# Dynamical Franz–Keldysh effect in a 2D continuum: linear versus circular drive

A strong in-plane field of frequency $\Omega\ll E_g/\hbar$ reshapes the interband edge seen by a weak probe. This page derives the cycle-averaged spectrum of a 2D electron–hole continuum for an elliptical drive, specialises it to linear and circular polarisation, and puts numbers on it for a GaAs well. The static effect goes back to Franz and to Keldysh (1958); Jauho and Johnsen (1996) treated the harmonic case with Green functions.

## 1. Premises and conventions

1. One conduction and one valence band, isotropic and parabolic in the plane. A vertical transition at wave vector $\mathbf k$ costs $E_g+\varepsilon_k$, with $\varepsilon_k=\hbar^2k^2/2\mu$ and $1/\mu=1/m_e+1/m_h$.
2. The drive is classical, uniform, strictly periodic and acts only within the bands.
3. The probe is weak and monochromatic, with photon energy $E=\hbar\omega$ near $E_g$. It is treated to first order in the rotating-wave approximation, with a $\mathbf k$-independent interband dipole $d$.
4. No electron–hole attraction, no scattering, valence band full and conduction band empty.

The electron charge is $-e$, $e>0$. The drive and its vector potential, $\mathbf F=-\partial_t\mathbf A$, are

$$\mathbf F(t)=(F_x\cos\Omega t,\;F_y\sin\Omega t),\qquad \mathbf A(t)=-\frac1\Omega(F_x\sin\Omega t,\;-F_y\cos\Omega t).\tag{1}$$

The integration constant is chosen so that $\mathbf A$ averages to zero; $\hbar\mathbf k$ is then the drift momentum. Linear means $F_x=F$, $F_y=0$; circular means $F_x=F_y=F_c$.

## 2. Volkov phase of the pair

A uniform $\mathbf A(t)$ keeps translation symmetry, so $\mathbf k$ is conserved. The electron has kinetic momentum $\hbar\mathbf k+e\mathbf A$ and the hole the opposite one. The pair Hamiltonian is diagonal in $\mathbf k$ at all times, and the exact pair state only acquires a phase $e^{-iS}$ with

$$\hbar\dot S=E_g+\frac{(\hbar\mathbf k+e\mathbf A)^2}{2\mu}.\tag{2}$$

With $\sin^2=(1-\cos2\Omega t)/2$ and $\cos^2=(1+\cos2\Omega t)/2$ the quadratic term is

$$\frac{e^2A^2}{2\mu}=U_p-2\hbar\Omega v\cos2\Omega t,\quad U_p=\frac{e^2(F_x^2+F_y^2)}{4\mu\Omega^2},\quad v=\frac{e^2(F_x^2-F_y^2)}{8\mu\hbar\Omega^3}.\tag{3}$$

$U_p$ is the ponderomotive energy, the mean kinetic energy of the quiver motion. The cross term is $\hbar e\,\mathbf k\cdot\mathbf A/\mu$, and (1) gives $\int\mathbf A\,dt=\mathbf F/\Omega^2$. Hence

$$S=\frac{(E_g+\varepsilon_k+U_p)t}{\hbar}+s(t),\qquad s(t)=\frac{e\,\mathbf k\cdot\mathbf F(t)}{\mu\Omega^2}-v\sin2\Omega t.\tag{4}$$

Since $s$ is periodic, $e^{-is}=\sum_nc_ne^{-in\Omega t}$. Component $n$ oscillates at energy $E_g+\varepsilon_k+U_p+n\hbar\Omega$.

The two cases, with $\gamma\equiv U_p/\hbar\Omega$:

- linear: $U_p=e^2F^2/4\mu\Omega^2$ and $v=\gamma/2$;
- circular: $U_p=e^2F_c^2/2\mu\Omega^2$ and $v=0$, because $|\mathbf A|$ is constant.

$U_p$ is proportional to the intensity. We always compare at equal $U_p$, that is $F_c=F/\sqrt2$.

## 3. What the probe measures

For a probe field $\mathcal E_0\cos\omega t$ the first-order amplitude to create the pair $\mathbf k$ in a time $T$ is

$$a_{\mathbf k}=\frac{i\,d\mathcal E_0}{2\hbar}\int_0^Tdt\,e^{iS-i\omega t}=\frac{i\,d\mathcal E_0}{2\hbar}\sum_nc_n^*\int_0^Tdt\,e^{i\Delta_nt},$$

with $\hbar\Delta_n=E_g+\varepsilon_k+U_p+n\hbar\Omega-E$. Each integral is peaked at $\Delta_n=0$ with width $1/T$. For $\Omega T\gg1$ the peaks do not overlap, cross terms drop out of $|a|^2/T$, and $|\int_0^Te^{i\Delta t}dt|^2/T\to2\pi\delta(\Delta)$. The rate is $(2\pi/\hbar)|d\mathcal E_0/2|^2\mathcal A_{\mathbf k}(E)$ with the time-averaged spectral function

$$\mathcal A_{\mathbf k}(E)=\sum_n|c_n|^2\,\delta(E-E_g-\varepsilon_k-U_p-n\hbar\Omega).\tag{5}$$

Every pair costs one probe photon; for $n<0$ the drive supplies $|n|$ quanta, for $n>0$ it receives $n$. Probe absorption is therefore proportional to $\rho(E)=\int d^2k\,(2\pi)^{-2}\mathcal A_{\mathbf k}(E)$.

## 4. Sideband weights

**Linear.** Here $s=u\cos\phi-v\sin2\phi$ with $\phi=\Omega t$ and $u=e\mathbf F\cdot\mathbf k/\mu\Omega^2$, where $\mathbf F=F\hat{\mathbf x}$. Define the generalised Bessel function by

$$e^{iu\sin\psi+iv\sin2\psi}=\sum_nJ_n(u,v)e^{in\psi},\qquad J_n(u,v)=\sum_mJ_{n-2m}(u)J_m(v),\tag{6}$$

where the second form is the product of two Jacobi–Anger series. Put $\phi=\pi/2-\psi$, so that $\cos\phi=\sin\psi$ and $\sin2\phi=\sin2\psi$. Then $e^{-is}=\sum_nJ_n(-u,v)\,i^ne^{-in\phi}$. From (6), $J_n(-u,v)=(-1)^nJ_n(u,v)$, so

$$c_n=(-i)^nJ_n(u,v),\qquad |c_n|^2=J_n^2(u,v),\qquad v=+\frac{U_p}{2\hbar\Omega}.\tag{7}$$

The sign of $v$ belongs to convention (6) and matters: $J_{-n}(u,v)=(-1)^nJ_n(u,-v)$, so a flipped sign exchanges the weights of upper and lower sidebands.

**Circular.** With $\theta$ the polar angle of $\mathbf k$, $s=u_c\cos(\phi-\theta)$ and $u_c=eF_ck/\mu\Omega^2$. Jacobi–Anger gives $c_n=(-i)^ne^{in\theta}J_n(u_c)$, so $|c_n|^2=J_n^2(u_c)$: isotropic, symmetric in $n$, and blind to helicity.

**Moments.** Parseval's theorem applied to $e^{-is}$ and to its derivative $-i\dot se^{-is}$ gives

$$\sum_n|c_n|^2=1,\quad\sum_nn|c_n|^2=\frac{\langle\dot s\rangle}{\Omega}=0,\quad\sum_nn^2|c_n|^2=\frac{\langle\dot s^2\rangle}{\Omega^2}=\frac{u^2}2+2v^2,\tag{8}$$

with $u\to u_c$, $v=0$ for circular drive; $\langle\ \rangle$ is the cycle average. At fixed $\mathbf k$ the centre of gravity moves up by exactly $U_p$. This is the precise content of the "blue shift".

## 5. Sum over the 2D continuum

In 2D, $d^2k/(2\pi)^2=\rho_0\,d\varepsilon\,d\theta/2\pi$ with $\rho_0=\mu/2\pi\hbar^2$ per spin and valley. Measure energy in drive quanta, $y=(E-E_g)/\hbar\Omega$. The delta function in (5) fixes $\varepsilon_k/\hbar\Omega=\epsilon_n\equiv y-\gamma-n$, which must be positive. Inserting $k^2=2\mu\varepsilon_k/\hbar^2$ and eliminating the field through $U_p$ gives $u_c^2=4\gamma\epsilon_n$ and $u^2=8\gamma\epsilon_n\cos^2\theta$. Thus

$$\frac{\rho_{\rm circ}}{\rho_0}=\sum_n\Theta(\epsilon_n)\,J_n^2\!\left(2\sqrt{\gamma\epsilon_n}\right),\tag{9}$$

$$\frac{\rho_{\rm lin}}{\rho_0}=\sum_n\Theta(\epsilon_n)\int_0^{2\pi}\frac{d\theta}{2\pi}\,J_n^2\!\left(\sqrt{8\gamma\epsilon_n}\cos\theta,\tfrac\gamma2\right).\tag{10}$$

Channel $n$ opens at $E=E_g+U_p+n\hbar\Omega$, where $k=0$. Its onset follows from small $u$.

**Circular.** $J_n(u)\simeq(u/2)^{n}/n!$ for $n\ge0$, so channel $n$ starts as $(\gamma\epsilon_n)^{|n|}/(|n|!)^2$. Only $n=0$ has a step. The step has the full height $\rho_0$ at any field, and the channel then falls with slope $-2\gamma$. The reason is that the pair at $\mathbf k=0$ circles at constant speed, so its energy is not modulated.

**Linear, even $n=2m$.** At $u=0$ only the term with $J_0(u)=1$ survives in (6). The step height is $J_m^2(\gamma/2)$, and these heights add up to one. The pair at $\mathbf k=0$ has its kinetic energy swinging between $0$ and $2U_p$ at frequency $2\Omega$.

**Linear, odd $n$.** The terms with $J_{\pm1}(u)\simeq\pm u/2$ lead, and the angular mean of $u^2/4$ is $\gamma\epsilon_n$. The channel starts without a step, as

$$\gamma\epsilon_n\left[J_{(n-1)/2}(v)-J_{(n+1)/2}(v)\right]^2.\tag{11}$$

For $n=\mp1$ the bracket squared is $[J_0(v)\pm J_1(v)]^2$. Relative to circular drive the lower onset is steeper and the upper one flatter at small $v$.

## 6. Closed form in the time domain

The $\mathbf k$ sum can be done exactly, which shows how the two polarisations are related. Averaging $e^{-is(t+\tau/2)}e^{+is(t-\tau/2)}$ over $t$ keeps the diagonal terms, $\sum_n|c_n|^2e^{-in\Omega\tau}$, so (5) equals

$$\mathcal A_{\mathbf k}(E)=\int\frac{d\tau}{2\pi\hbar}\,e^{iE\tau/\hbar}\left\langle e^{-i[S(t+\tau/2)-S(t-\tau/2)]}\right\rangle.$$

Let a bar denote the mean over the window $[t-\tau/2,\,t+\tau/2]$. Completing the square in (2),

$$S(t+\tfrac\tau2)-S(t-\tfrac\tau2)=\frac\tau\hbar\left[E_g+\frac{(\hbar\mathbf k+e\bar{\mathbf A})^2}{2\mu}+\frac{e^2(\overline{A^2}-\bar A^2)}{2\mu}\right].$$

Shifting $\mathbf k$ removes $\bar{\mathbf A}$, and the Gaussian integral gives $\rho_0\hbar/[i(\tau-i0)]$, as without a field. Only the variance of $\mathbf A$ in the window is left. Let $x=\Omega\tau$. A harmonic of frequency $\Omega$ averages to its central value times $\sin(x/2)/(x/2)$, and one of frequency $2\Omega$ to its central value times $\sin x/x$. With (3),

$$\frac{\tau e^2(\overline{A^2}-\bar A^2)}{2\mu\hbar}=\gamma\,a(x)+2v\,b(x)\cos2\Omega t,$$

$$a=x-\frac{4\sin^2(x/2)}x,\qquad b=\frac{4\sin^2(x/2)}x-\sin x.\tag{12}$$

The cycle average uses $\langle e^{-iz\cos2\Omega t}\rangle=J_0(z)$ and yields $g(x)=e^{-i\gamma a}J_0(2vb)$. Writing $1/[i(x-i0)]=\pi\delta(x)-i\,\mathrm P/x$ and using $g(0)=1$, $g(-x)=g^*(x)$,

$$\frac{\rho}{\rho_0}=\frac12+\frac1\pi\int_0^\infty\frac{dx}x\,\sin[yx-\gamma a(x)]\;J_0[2v\,b(x)].\tag{13}$$

Circular drive has $2v=0$ and linear drive $2v=\gamma$. Four consequences follow.

**(a) The polarisations differ only at second order.** $J_0(\gamma b)=1-\gamma^2b^2/4+\dots$, so at equal intensity the spectra agree to first order in $\gamma$. Expanding (9) with $\delta=y-\gamma$, $J_0^2\simeq1-2\gamma\delta$ and $J_{\pm1}^2\simeq\gamma(\delta\mp1)$:

$$\frac\rho{\rho_0}\simeq\Theta(\delta)+\gamma\,(1-|\delta|)\,\Theta(1-|\delta|).\tag{14}$$

This is a step shifted by $U_p$ with a triangle of half-width $\hbar\Omega$ on top.

**(b) No spectral weight is lost.** The integral $\int dE\,[\rho-\rho_0\Theta(E-E_g)]$, taken with a smooth cutoff at high energy, is the $\tau\to0$ limit of $\rho_0\hbar(g-1)/i\tau$. At small $x$ both $a$ and $b$ start as $x^3/12$, so the limit is zero. In (14) the shift removes an area $\gamma$ and the triangle returns an area $\gamma$. This does not contradict (8): the variance there grows with $\varepsilon_k$, so more weight spills down across a given energy than up.

**(c) Steps.** Discontinuities in $y$ come from the $1/x$ tail. At large $x$, $a\to x$ and $b\to-\sin x$, and Neumann's formula $J_0(2v\sin x)=\sum_mJ_m^2(v)e^{-2imx}$ returns steps $J_m^2(v)$ at $y=\gamma+2m$, as in section 5.

**(d) Static limit.** For $\gamma\gg1$ and $|y|\ll\gamma$ small $x$ dominates. The circular phase becomes $\gamma x^3/12=e^2F_c^2\tau^3/24\mu\hbar$. Differentiating (13) and using $\mathrm{Ai}(z)=\pi^{-1}\int_0^\infty\cos(\sigma^3/3+z\sigma)\,d\sigma$ with $\sigma=(\gamma/4)^{1/3}x$,

$$\frac{\rho}{\rho_0}\to\int_{-(E-E_g)/\hbar w}^\infty\mathrm{Ai}(z)\,dz,\qquad\hbar w=\hbar\Omega\left(\frac\gamma4\right)^{1/3}=\left(\frac{\hbar^2e^2F_c^2}{8\mu}\right)^{1/3}.\tag{15}$$

This is the static 2D Franz–Keldysh edge, centred on $E_g$ and not on $E_g+U_p$, with $\rho(E_g)=\rho_0/3$ at any field. For linear drive the phase before averaging is $\gamma(1+\cos2\Omega t)x^3/12$, so (15) holds with the instantaneous field $F\cos\Omega t$ and is then averaged over the cycle. The value $1/3$ at the gap survives; the oscillations above it are partly washed out.

Before the cycle average the summed response depends on $t$ only through $v\cos2\Omega t$. Within the premises a linear drive therefore makes the probe polarisation radiate at $\omega+2m\Omega$, and a circular drive produces no such lines.

## 7. Range of validity

- **Meaning of the shift.** The main step sits at $E_g+U_p$ for all $\gamma$, but it describes the edge as a whole only for $\gamma\ll1$, where (14) holds. For $\gamma\gtrsim1$ the lower channels fill the region between $E_g$ and $E_g+U_p$, and for $\gamma\gg1$ the edge near $E_g$ is (15).
- **Averaging.** Probe and drive envelope must last many periods $2\pi/\Omega$. Shorter probes keep the cross terms dropped in section 3.
- **Damping.** Steps are resolved only if the linewidth is well below $\hbar\Omega$. A Lorentzian of half-width $\Gamma$ multiplies the integrand of (13) by $e^{-\Gamma x/\hbar\Omega}$.
- **Bands.** Parabolicity is needed up to the peak pair energy, $(\sqrt{\varepsilon_k}+\sqrt{2U_p})^2$ for linear and $(\sqrt{\varepsilon_k}+\sqrt{U_p})^2$ for circular drive. Non-parabolic or warped bands add harmonics to $s(t)$ and spoil the exact $v=0$ of circular drive.
- **Interband action of the drive.** $\hbar\Omega\ll E_g$ and no tunnelling, which needs $\hbar w\ll E_g$.
- **Uniformity.** The excursion $eF/\mu\Omega^2$ must be small against the drive wavelength.
- **Excitons.** The binding energy $E_b$ must be small against $\hbar\Omega$ or $U_p$. This is the most restrictive condition in 2D.

## 8. Numerical illustration: GaAs quantum well

Inputs, all typical or illustrative: a well about 10 nm wide at about 10 K, $E_g\approx1.55$ eV, $m_e\approx0.067\,m_0$, in-plane heavy-hole mass about $0.11\,m_0$, hence $\mu=0.042\,m_0$. Choose $\hbar\Omega=0.020$ eV (4.84 THz) and $U_p=0.020$ eV, so $\gamma=1$ and $v=0.5$ for linear drive.

From (3), $F=2\Omega\sqrt{\mu U_p}/e=4.20\times10^{-3}$ V/nm and $F_c=2.97\times10^{-3}$ V/nm. For linear drive the wave vector swings by $eF/\hbar\Omega=0.210$ nm$^{-1}$ and the electron–hole separation by $eF/\mu\Omega^2=19.0$ nm; the circular orbit has radius 13.5 nm. The vacuum wavelength is $6.2\times10^4$ nm and $\hbar\Omega/E_g=0.013$, so uniformity and the intraband premise hold.

Onsets in units of $\rho_0$, with $J_0(0.5)=0.9385$, $J_1(0.5)=0.2423$ and slopes per $\hbar\Omega$:

| $n$ | $E-E_g$ (eV) | linear | circular |
|---|---|---|---|
| $-2$ | $-0.020$ | step 0.059 | $\epsilon^2/4$ |
| $-1$ | 0 | slope 1.39 | slope 1 |
| 0 | 0.020 | step 0.881 | step 1 |
| 1 | 0.040 | slope 0.48 | slope 1 |
| 2 | 0.060 | step 0.059 | $\epsilon^2/4$ |

Totals come from summing channels. At $E=E_g$, (9) reads $J_2^2(2)+J_3^2(\sqrt8)+J_4^2(\sqrt{12})+\dots=0.124+0.077+0.040+\dots=0.269$. The angular averages in (10) give 0.127, 0.073 and 0.040 for the same three channels and a total of 0.27. At the bare gap the two polarisations are almost indistinguishable, and both lie somewhat under the static $1/3$.

They differ at the thresholds. At $E_g-0.020$ eV the circular spectrum is continuous with $\rho=0.038\,\rho_0$, while the linear one jumps there by $0.059\,\rho_0$, more than the whole circular value. At $E_g+U_p$ the circular spectrum jumps from 0.846 to 1.846 in units of $\rho_0$. The value just under the step shows how little of a rigid shift is left at $\gamma=1$. The overshoot is narrow: the $n=0$ channel reaches its first zero, $u_c=2.405$, only 0.029 eV higher.

These numbers are the model's, not those of GaAs, and the neglected terms have the following sizes.

- *Non-parabolicity.* A state with $\varepsilon_k=2\hbar\Omega$ along a linear field peaks at 0.16 eV, of which the electron carries $\mu/m_e$, or 0.10 eV. With a typical conduction-band coefficient of 0.6 eV$^{-1}$ the product is 0.06. The hole carries the remaining 0.06 eV, more than the typical heavy–light hole splitting of 0.01 to 0.02 eV, so its mass is poorly described by one constant, and the light-hole edge adds a second copy of the spectrum. Third figures above serve only to compare the polarisations.
- *Damping.* Optical-phonon emission on a typical time of 0.2 ps gives $\hbar/\tau=0.003$ eV, which rounds the overshoot but leaves thresholds 0.020 eV apart resolved.
- *Excitons.* A typical $E_b\approx0.010$ eV is 0.5 of both $\hbar\Omega$ and $U_p$, and the excursion exceeds a typical exciton radius of about 10 nm only by a factor 1.9. The Coulomb term rivals the effect. As typical knowledge, the field-free edge of such a well is dominated by the 1s line below $E_g$, and the continuum at threshold is enhanced by up to a factor 2, the strict-2D limit. The model therefore underestimates near-edge absorption by roughly that factor and omits the line altogether. Equations (9), (10) and (13) are the free-pair reference on which an excitonic calculation has to be built, and in a real well their sub-gap steps overlap the sidebands of the 1s line.